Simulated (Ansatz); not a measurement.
# Equation of state of RhPt3 under PBEsol

```
Pt Rh
1.0
     3.90987    0.00000    0.00000
     0.00000    3.90987    0.00000
     0.00000    0.00000    3.90987
Pt Rh
3 1
Cartesian
  0.0000 0.0000 1.9549
  0.0000 1.9549 0.0000
  1.9549 0.0000 0.0000
  1.9549 1.9549 1.9549
```

The cell comes from a database or a generator and needn't be the stable form of this composition.

The cell was scaled at fixed shape and fractions and run with Ansatz, all-electron LAPW, scalar-relativistic; PBEsol, k mesh 7 × 7 × 7 on the cell of 4 atoms, fermi-dirac occupations of 0.05 eV, no spin polarisation, no spin-orbit coupling. Energies are those that the program minimises, any entropy of the smearing included. For a metal such a mesh isn't converged to the digits shown.

```tsv
V (Å³/atom)	energy over the lowest row (meV/atom)
14.0461	23.75
14.3449	?
14.6438	0.00
14.9426	5.42
15.2415	20.54
15.5403	44.16
15.8392	75.23
```

Question: Fit the third-order Birch-Murnaghan form, give V0, B0 and B′, and predict the energy left open.

Answer: With y = (V0/V)^(2/3), E = E0 + (9 V0 B0/16) [(y - 1)³ B′ + (y - 1)² (6 - 4y)]. Least squares through the rows shown give V0 = 14.6396 Å³/atom, E0 = 0.00 meV, B0 = 289.8 GPa (1 eV/Å³ = 160.218 GPa) and B′ = 5.35, with a largest miss of 0.02 meV. At V = 14.3449 the form with these constants gives 5.60 meV; the run gave 5.61 meV an atom.

The minimum lies at 14.6396 Å³/atom, below the 14.9426 Å³/atom of the supplied cell, which was probably relaxed with a functional that binds less tightly, such as PBE. A bulk modulus of 289.8 GPa marks a very stiff metal, as expected for an alloy of platinum and rhodium. Their partly filled, spatially extended 5d and 4d shells overlap into broad bands and pull the atoms together against the repulsion of the compressed sp electrons and ion cores. That repulsion rises faster on compression than the d bonding weakens on expansion, so the curve is lopsided: 14.0461 Å³/atom costs 23.75 meV, while 15.2415 Å³/atom, slightly further from the minimum, costs only 20.54 meV. The positive B′ expresses the same stiffening under pressure.

The close match at the omitted volume shows that the curve is smooth and the interpolation sound; it is no test of the functional's accuracy. Since only the volume was varied, the results say nothing about resistance to shear.
